## Why does rf driving of an $F=2$ atom move all the population from $m=+2$ to $m=-2$, and where do Krawtchouk polynomials come in?

I drive the five Zeeman sublevels of the $F=2$ ground level of $^{87}$Rb with one resonant rf field. That is a five-site chain with nearest-neighbour couplings, and I had learned that a uniform chain of this length never transfers an excitation completely from end to end. Yet the atom is supposed to go fully from $m=+2$ to $m=-2$. I read that chains with hoppings $J_n=\frac{\lambda}{2}\sqrt{n(N-n)}$ have equally spaced levels, eigenvectors given by Krawtchouk polynomials, and perfect transfer. Can someone solve the five-level case explicitly, show what the orthogonal polynomials and their weight mean physically, and say what limits the transfer in a real atom?

---

## Answer

The atom is not a uniform chain. Its couplings are the matrix elements of $F_x$, and these are exactly your $J_n$ with $N=5$. I solve the five-site problem by hand, read it as a moment problem, do general $N$, and then put in numbers. I set $\hbar=1$ until the numbers, take $\mathbf F$ dimensionless, and use Condon–Shortley phases, so that $F_x$ is real with positive off-diagonal elements.

### 1. From the atom to the chain

Take a static field $B_0\hat z$ and a rotating field $B_1(\hat x\cos\omega t+\hat y\sin\omega t)$. To first order in the fields,

$$H_{\rm lab}=\omega_0F_z+\lambda\,(F_x\cos\omega t+F_y\sin\omega t),\qquad \omega_0=g_F\mu_BB_0,\quad \lambda=g_F\mu_BB_1 .$$

The transformation $|\psi'\rangle=e^{i\omega tF_z}|\psi\rangle$ removes the time dependence without approximation:

$$H=\delta F_z+\lambda F_x,\qquad \delta=\omega_0-\omega .$$

Label the sublevels as sites, $m=F+1-n$ with $n=1,\dots,N$ and $N=2F+1$. Then $F+m=N-n$ and $F-m+1=n$, so

$$\langle m-1|F_x|m\rangle=\tfrac12\sqrt{(F+m)(F-m+1)}=\tfrac12\sqrt{n(N-n)} .$$

On resonance, $\delta=0$, the Hamiltonian is the chain of the question. For $F=2$, site 1 is $m=+2$, site 5 is $m=-2$, and with $b_n=J_n/\lambda$,

$$\frac{H}{\lambda}=\begin{pmatrix}0&1&0&0&0\\1&0&\frac{\sqrt6}{2}&0&0\\0&\frac{\sqrt6}{2}&0&\frac{\sqrt6}{2}&0\\0&0&\frac{\sqrt6}{2}&0&1\\0&0&0&1&0\end{pmatrix}.$$

### 2. The five-site solution

Write $x=E/\lambda$ and an eigenvector as $\psi_{n+1}=\psi_1\,p_n(x)$, $n=0,\dots,4$. Row $n+1$ of the eigenvalue equation is a three-term recurrence,

$$x\,p_n=b_{n+1}p_{n+1}+b_np_{n-1},\qquad p_0=1,\quad p_{-1}=0 .$$

The first four rows fix the polynomials:

$$p_1=x,\quad p_2=\frac{2(x^2-1)}{\sqrt6},\quad p_3=\frac{2x^3-5x}{3},\quad p_4=\frac{2x^4-8x^2+3}{3}.$$

The fifth row has no sixth site to feed, so it is a condition on $x$:

$$x\,p_4-b_4p_3=\tfrac23\,(x^5-5x^3+4x)=\tfrac23\,x(x^2-1)(x^2-4)=0 .$$

The levels are $x_k=2-k$, $k=0,\dots,4$, spaced by $\lambda$. Normalisation gives $w_k\equiv\psi_1^2=1/\sum_np_n(x_k)^2$:

| $k$ | $x_k$ | $p_0$ | $p_1$ | $p_2$ | $p_3$ | $p_4$ | $w_k$ |
|---|---|---|---|---|---|---|---|
| 0 | $2$ | $1$ | $2$ | $\sqrt6$ | $2$ | $1$ | $1/16$ |
| 1 | $1$ | $1$ | $1$ | $0$ | $-1$ | $-1$ | $4/16$ |
| 2 | $0$ | $1$ | $0$ | $-2/\sqrt6$ | $0$ | $1$ | $6/16$ |
| 3 | $-1$ | $1$ | $-1$ | $0$ | $1$ | $-1$ | $4/16$ |
| 4 | $-2$ | $1$ | $-2$ | $\sqrt6$ | $-2$ | $1$ | $1/16$ |

The weight is binomial, $w_k=\binom4k/2^4$. It is the probability of finding energy $\lambda x_k$, that is $F_x=x_k$, in the state $m=+2$. Completeness of the eigenvectors, $\sum_k\psi_{n+1}\psi_{n'+1}=\delta_{nn'}$, reads

$$\sum_kw_k\,p_n(x_k)\,p_{n'}(x_k)=\delta_{nn'},$$

so the $p_n$ are the orthonormal polynomials of that weight. Note also the column $p_4(x_k)=(-1)^k$: the eigenvectors are alternately even and odd under the mirror $n\to6-n$.

With $\theta=\lambda t$, the propagator from site 1 is $A_{n+1}=\langle n+1|e^{-iHt}|1\rangle=\sum_kw_k\,p_n(x_k)\,e^{-ix_k\theta}$. The two ends give

$$A_1=\frac{3+4\cos\theta+\cos2\theta}{8}=\cos^4\frac\theta2,\qquad A_5=\frac{3-4\cos\theta+\cos2\theta}{8}=\sin^4\frac\theta2 ,$$

and the same sum for the inner sites gives $A_{n+1}=\sqrt{\binom4n}\cos^{4-n}\frac\theta2\,(-i\sin\frac\theta2)^n$. At $\theta=\pi$ the factor $e^{-ix_k\pi}=(-1)^k$ cancels the parity $p_4(x_k)$ term by term, and $A_5=\sum_kw_k=1$. That cancellation is the whole mechanism. The populations are again binomial, with parameter $\sin^2(\theta/2)$. In units of $1/256$:

| $\theta$ | $m=+2$ | $+1$ | $0$ | $-1$ | $-2$ |
|---|---|---|---|---|---|
| $\pi/3$ | 81 | 108 | 54 | 12 | 1 |
| $\pi/2$ | 16 | 64 | 96 | 64 | 16 |
| $2\pi/3$ | 1 | 12 | 54 | 108 | 81 |

At $\theta=\pi$ everything is in $m=-2$, and at $\theta=2\pi$ the propagator is the identity.

Your memory of the uniform chain is right. With all four hoppings equal to $J$ the levels are $0,\pm J,\pm\sqrt3J$ with weights $\frac13,\frac14,\frac1{12}$, and with $\tau=Jt$

$$A_5^{\rm uniform}=\tfrac13-\tfrac12\cos\tau+\tfrac16\cos\sqrt3\tau .$$

This equals 1 only if $\tau$ is an odd multiple of $\pi$ and $\sqrt3\tau$ an even one, which the irrationality of $\sqrt3$ forbids. The first maximum lies at $\tau=3.38$, with amplitude $0.971$ and probability $0.942$.

### 3. The moment problem

Section 2 went from hoppings to a weight. The step can be reversed, and the reversal explains why these hoppings are special. The moments of the weight are

$$\mu_j=\sum_kw_kx_k^j=\langle1|(H/\lambda)^j|1\rangle ,$$

zero for odd $j$, and $\mu_0=1$, $\mu_2=1$, $\mu_4=\frac52$, $\mu_6=\frac{17}2$, $\mu_8=\frac{65}2$, $\mu_{10}=\frac{257}{2}$. They count weighted closed walks from site 1, for instance $\mu_4=b_1^4+b_1^2b_2^2$. They are also the Taylor coefficients of the return amplitude, which is the characteristic function of the weight: $\cos^4\frac\theta2=1-\mu_2\theta^2/2!+\mu_4\theta^4/4!-\dots$

Let $\pi_n=b_1\cdots b_n\,p_n$ be the monic polynomials, with squared norm $(b_1\cdots b_n)^2$. The Hankel determinant $D_n=\det(\mu_{i+j})_{i,j=0}^n$ is the Gram determinant of $1,x,\dots,x^n$. Replacing these by $\pi_0,\dots,\pi_n$ is a triangular change of basis with unit diagonal, so $D_n$ is the product of the squared norms, and

$$b_n^2=\frac{D_nD_{n-2}}{D_{n-1}^2},\qquad D_{-1}=1 .$$

From the moments, $D_0,\dots,D_5=1,\ 1,\ \frac32,\ \frac{27}8,\ \frac{243}{32},\ 0$, which returns $b_n^2=1,\frac32,\frac32,1$ and then $0$. The vanishing of $D_5$ says that the weight sits on five points and that the chain ends there. A weight on $N$ points thus fixes the tridiagonal (Jacobi) matrix with positive hoppings uniquely; site energies would follow from the same orthogonalisation, and they vanish for a weight symmetric in $x$.

The Green's function $G(z)=(z-H/\lambda)^{-1}$ holds the same data. Eliminating sites from the far end gives a continued fraction, and the cofactor rule gives the corner element:

$$G_{11}=\cfrac{1}{z-\cfrac{1}{z-\cfrac{3/2}{z-\cfrac{3/2}{z-1/z}}}}=\frac{z^4-4z^2+\frac32}{z(z^2-1)(z^2-4)},\qquad G_{51}=\frac{b_1b_2b_3b_4}{z(z^2-1)(z^2-4)},$$

with $b_1b_2b_3b_4=\frac32$. The residues of $G_{11}$ are the $w_k$ and those of $G_{51}$ are $(-1)^kw_k$.

The corner formula holds for any chain of $N$ sites, $G_{N1}=\prod_nb_n/\pi_N(z)$ with $\pi_N(z)=\prod_k(z-x_k)$, so that

$$\psi_1^{(k)}\psi_N^{(k)}=\frac{\prod_nb_n}{\pi_N'(x_k)} .$$

Three consequences follow, with the levels numbered downward from $k=0$.

1. The sign of $\pi_N'(x_k)$ is $(-1)^k$. In a mirror-symmetric chain the levels, being non-degenerate, have definite parity, so $\psi_N^{(k)}=(-1)^k\psi_1^{(k)}$ and $w_k=\prod b_n/|\pi_N'(x_k)|$. The spectrum alone then fixes the weight, and the weight fixes the chain.
2. For unit spacing, $|\pi_N'(x_k)|=k!\,(N-1-k)!$, so $w_k\propto\binom{N-1}{k}$. The Krawtchouk chain is therefore the only mirror-symmetric chain with positive hoppings and equidistant levels, up to a common shift of all site energies.
3. $|A_N|=|\sum_k\psi_1\psi_Ne^{-ix_k\theta}|\le\sum_k|\psi_1||\psi_N|\le1$. Equality in the second step needs $|\psi_1^{(k)}|=|\psi_N^{(k)}|$ for all $k$, so both ends see the same weight and the chain is mirror symmetric. Equality in the first needs every gap times $\theta$ to be an odd multiple of $\pi$.

Equal spacing is thus sufficient but not necessary. The spectrum $\{0,\pm1,\pm4\}$ has gaps $3,1,1,3$. Point 1 gives $w_k=(1,16,30,16,1)/64$, hence $b_n^2=1,\frac{15}2,\frac{15}2,1$, and that chain also transfers perfectly at $\theta=\pi$.

### 4. General $N$

Put $M=N-1=2F$ and take $M$ bosons in two modes $a,b$ (the Schwinger representation), with

$$H=\tfrac\lambda2\,(a^\dagger b+b^\dagger a),\qquad |n+1\rangle=\frac{(a^\dagger)^{M-n}(b^\dagger)^n}{\sqrt{(M-n)!\,n!}}|0\rangle .$$

Then $\langle n+2|H|n+1\rangle=\frac\lambda2\sqrt{(n+1)(M-n)}=J_{n+1}$, which is the chain. The bosons are bookkeeping; the atom's $F=2$ comes from $I=\frac32$ and $J=\frac12$.

*Spectrum.* The modes $(a\pm b)/\sqrt2$ have energies $\pm\lambda/2$. The state $(a^\dagger+b^\dagger)^{M-k}(a^\dagger-b^\dagger)^k|0\rangle$ has $E_k=\lambda(M/2-k)$, $k=0,\dots,M$.

*Eigenvectors.* Define the Krawtchouk polynomials with parameter $\frac12$ by

$$(1+s)^{M-k}(1-s)^k=\sum_{n=0}^M\binom Mn K_n(k)\,s^n,\qquad K_n(k)=\sum_{l=0}^n(-2)^l\frac{\binom nl\binom kl}{\binom Ml}.$$

$K_n$ has degree $n$ in $k$, and $K_n(k)=K_k(n)$. Expanding the eigenstate, its component on site $n+1$ is $\binom MnK_n(k)\sqrt{(M-n)!\,n!}$, so relative to site 1

$$p_n(x_k)=\sqrt{\tbinom Mn}\,K_n(k).$$

The squared norm of the state is $2^M(M-k)!\,k!$ and its squared component on site 1 is $M!$, so $w_k=\binom Mk2^{-M}$. The coefficient of $s^M$ gives $K_M(k)=(-1)^k$.

*Dynamics.* For one boson $H=\frac\lambda2\sigma_x$, so evolution maps $a^\dagger\to a^\dagger\cos\frac\theta2-ib^\dagger\sin\frac\theta2$. Raising this to the power $M$,

$$A_{n+1}=\sqrt{\tbinom Mn}\cos^{M-n}\tfrac\theta2\,\bigl(-i\sin\tfrac\theta2\bigr)^n,\qquad |A_N|=\left|\sin\frac{\lambda t}2\right|^{N-1}.$$

For $M=4$ this reproduces section 2 entry by entry. For example $k=1$ gives $(1+s)^3(1-s)=1+2s-2s^3-s^4$, and division by $\sqrt{\binom4n}$ yields the row $1,1,0,-1,-1$. The arrival phase $(-i)^{N-1}$ happens to be $+1$ for five sites. The transfer time $t_0=\pi/\lambda$ does not depend on $N$, at the price of central hoppings that grow as $\lambda N/4$. As a scheme for state transfer in qubit chains this construction is due to Christandl, Datta, Ekert and Landahl (2004).

*Detuning.* With $\delta\ne0$ the rotation axis tilts to an angle $\beta$ from $z$, $\tan\beta=\lambda/\delta$. The levels stay equidistant with spacing $\Lambda=\sqrt{\lambda^2+\delta^2}$, and the weight stays binomial with parameter $\sin^2(\beta/2)$ in place of $\frac12$. Mirror symmetry is lost, and the one-boson flip amplitude gives

$$|A_N|^2=\left[\frac{\lambda^2}{\Lambda^2}\sin^2\frac{\Lambda t}{2}\right]^{N-1}.$$

At $t_0=\pi/\lambda$ the loss is $(N-1)\,\delta^2/\lambda^2$ to leading order. Equal spacing alone does not give perfect transfer.

### 5. Numbers for $^{87}$Rb, $F=2$

Inputs: $I=\frac32$, $J=\frac12$, $g_J\approx2$, nuclear moment neglected, hyperfine splitting $\nu_{\rm hfs}\approx6.835$ GHz (approximate values). These simplifications change the coefficients below by a few parts per thousand at most. The projection factor is $[F(F+1)-I(I+1)+J(J+1)]/[2F(F+1)]=\frac14$, so $g_F=\frac12$ and $g_F\mu_B/h=0.700$ MHz/G. I choose $B_0=1$ G and $\lambda/2\pi=10$ kHz as illustrative settings for a single atom without collisions, so all results are the model's.

The Larmor frequency is $\nu_L=700$ kHz, the rotating amplitude is $B_1=14.3$ mG, the hoppings are $10$ and $12.2$ kHz, and $t_0=50$ μs. The rows of the population table belong to $16.7$, $25.0$ and $33.3$ μs. Three effects spoil the ideal chain.

**Quadratic Zeeman shift.** The Breit–Rabi energies of the upper level are

$$\frac{E_m}{h\nu_{\rm hfs}}=-\frac18+\frac12\sqrt{1+my+y^2},\qquad y=\frac{g_J\mu_BB_0}{h\nu_{\rm hfs}}=\frac{4\nu_L}{\nu_{\rm hfs}}=4.1\times10^{-4}.$$

The second-order term is $\frac{y^2}4(1-\frac{m^2}4)$. Its $m$-dependent part is $qF_z^2$ with $q/2\pi=-\nu_L^2/\nu_{\rm hfs}=-72$ Hz at 1 G, growing as $B_0^2$. This term keeps the mirror symmetry but destroys the equal spacing. In the interaction picture $F_z(\theta)=F_z\cos\theta+F_y\sin\theta$, and over the pulse the cross term integrates to zero:

$$W=\frac q\lambda\int_0^\pi F_z(\theta)^2d\theta=\frac{\pi q}{2\lambda}\,(F_z^2+F_y^2)=\frac{\pi q}{2\lambda}\,\bigl[F(F+1)-F_x^2\bigr].$$

To second order in $q$ the loss is the variance of $W$ in the initial state. The distribution of $F_x$ in that state is the binomial weight, so the variance of $F_x^2$ is $\mu_4-\mu_2^2=\frac32$, in general $M(M-1)/8$. Hence

$$1-|A_5|^2\simeq\frac{3\pi^2}{8}\frac{q^2}{\lambda^2}=1.9\times10^{-4}.$$

The loss grows as $B_0^4$ and reaches one per cent at $|q|/\lambda=0.052$, or $B_0=2.7$ G for this $\lambda$. Once $|q|$ approaches $\lambda$ the four transitions separate and a single frequency no longer drives a spin rotation. The field also mixes $F=1$ into the states and alters the hoppings at relative order $y$, a loss of order $y^2=1.7\times10^{-7}$, which is negligible here.

**A single rf coil.** A linear field $2B_1\hat x\cos\omega t$, of amplitude $28.6$ mG, is the rotating field plus a counter-rotating one of equal size, detuned by about $2\omega_0$. Since $\sqrt{4\omega_0^2+\lambda^2}\simeq2\omega_0+\lambda^2/4\omega_0$, the resonance moves up by the Bloch–Siegert shift $\lambda^2/4\omega_0$, which is $35.7$ Hz. Left uncorrected it costs $4\delta^2/\lambda^2=5.1\times10^{-5}$, and retuning removes it. The counter-rotating field also makes the spin wobble by an angle $\lambda/2\omega_0$. For an abruptly switched pulse the wobbles at the two edges add to an angle $\phi\le\lambda/\omega_0$, depending on the rf phase, and a tilt $\phi$ of the state $m=\pm2$ costs $1-\cos^8(\phi/2)\simeq\phi^2$. The bound is $2.0\times10^{-4}$, as large as the quadratic Zeeman loss. It grows as $\lambda^2$ while the Zeeman loss falls as $\lambda^{-2}$, so with one coil at 1 G the choice of 10 kHz is near the crossover.

**Drift of $B_0$.** An offset of 1 mG, an illustrative size, means $\delta/\lambda=0.070$. The leading estimate of the loss is $0.0196$, and the full detuned formula gives $|A_5|^2=0.981$. At this level of field control the drift outweighs the two intrinsic terms by two orders of magnitude.

### 6. The same chain in silicon

In the atom the ratio $J_2/J_1=\sqrt6/2$ is imposed by rotational symmetry. In a row of five gate-defined silicon quantum dots holding one electron it must be tuned with the barrier gates. Keep one orbital and one valley state per dot, aligned in energy. The sign of the tunnel couplings is immaterial, since $\psi_n\to(-1)^n\psi_n$ reverses it. Tunnel couplings of some tens of μeV are typical, so take $\hbar\lambda=20$ μeV as an illustrative input. The couplings are then $20$, $24.5$, $24.5$ and $20$ μeV, the five levels are 20 μeV apart, and the model's transfer time is $t_0=\pi\hbar/(20\ \mu{\rm eV})=103$ ps. The couplings must be switched on and off faster than this.

A uniform tilt of 1 μeV per dot is the detuning term with $\delta/\lambda=0.05$ and leaves $|A_5|^2=0.990$. For arbitrary static offsets with $|\varepsilon_n|\le\varepsilon$, the operator $W$, the offsets integrated over the pulse in the interaction picture, has norm at most $\varepsilon t_0/\hbar$, so the second-order loss cannot exceed $(\pi\varepsilon/\hbar\lambda)^2$. For $\varepsilon=1$ μeV, a typical order of magnitude for charge noise in such dots, the bound is $0.025$. Finite switching times, mis-set couplings and tunnelling into the second valley state are outside this model, and a real array should be expected to lose more than these figures.